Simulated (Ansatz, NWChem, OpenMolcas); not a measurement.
# Abstraction of F: CF4 + GeH3 → CF3 + GeH3F

Species: CF4 (tetrafluoromethane) `FC(F)(F)F`, singlet; GeH3 `[GeH3]`, doublet; CF3 (trifluoromethyl radical) `F[C](F)F`, doublet; GeH3F (fluorogermane) `[F][GeH3]`, singlet. A radical takes F: the energy is the difference in strength between the C–F bond broken and the Ge–F bond made.

Shapes, held fixed at every level: PBE0-D4/def2-TZVP. Programs: Ansatz 0.2.0, NWChem 7.3.0, OpenMolcas 26.06. A level may come from different programs for different species; with the same settings they agree closely. The zero-point and thermal change to 298 K, harmonic and unscaled (PBE0-D4/def2-TZVP), is +0.6 kJ/mol.

Problem. Estimate ΔH(298 K) of this reaction.

Solution. The highest level, CCSD(T)/def2-TZVPP, gives ΔH(298 K) = +15.4 kJ/mol; the levels span +3.4 to +40.7. The column of differences is taken from that level and isn't an error. No measured value is set beside it here. Open shells run unrestricted. Relativity is left out for Ge. Outer-core shells of Ge are correlated in most correlated rows, in sets that cover them unevenly.

```tsv
level	kind	ΔH(298 K) (kJ/mol)	less CCSD(T)/def2-TZVPP
MP2/def2-TZVPP	perturbation theory	+12.7	-2.7
HF/def2-SVP	Hartree–Fock	+22.2	+6.8
B3LYP/6-31G* (Cartesian functions)	global hybrid	+33.8	+18.4
B2PLYP/def2-TZVPP	double hybrid	+3.4	-12.0
CCSD(T)/def2-SVP	coupled cluster or CI	+40.7	+25.3
CCSD/def2-TZVPP	coupled cluster or CI	+14.7	-0.7
CCSD(T)/def2-TZVPP	coupled cluster or CI	+15.4	0.0
```

Every level makes fluorine transfer from carbon to germanium endothermic, so the C–F bond of CF4 comes out stronger than the Ge–F bond formed. The Ge–F bond is strong because it is very polar, but CF4 has its own stabilisation: fluorine lone pairs donate into neighbouring C–F antibonding orbitals, and part of this is lost on forming CF3.

The basis set matters more than the treatment of correlation beyond MP2. CCSD(T) falls from +40.7 to +15.4 kJ/mol between the two def2 sets, whereas MP2, CCSD and CCSD(T) lie close together in the larger one. The small set probably describes the polar, fluoride-like Ge–F bond less well than the C–F bonds. Hartree–Fock in that set lands near the highest level only because missing correlation and basis error offset each other.

The agreement among the correlated methods therefore doesn't show basis convergence, and a further drop could bring the reaction close to thermoneutral. Modest endothermicity is the best reading, but its size isn't settled.
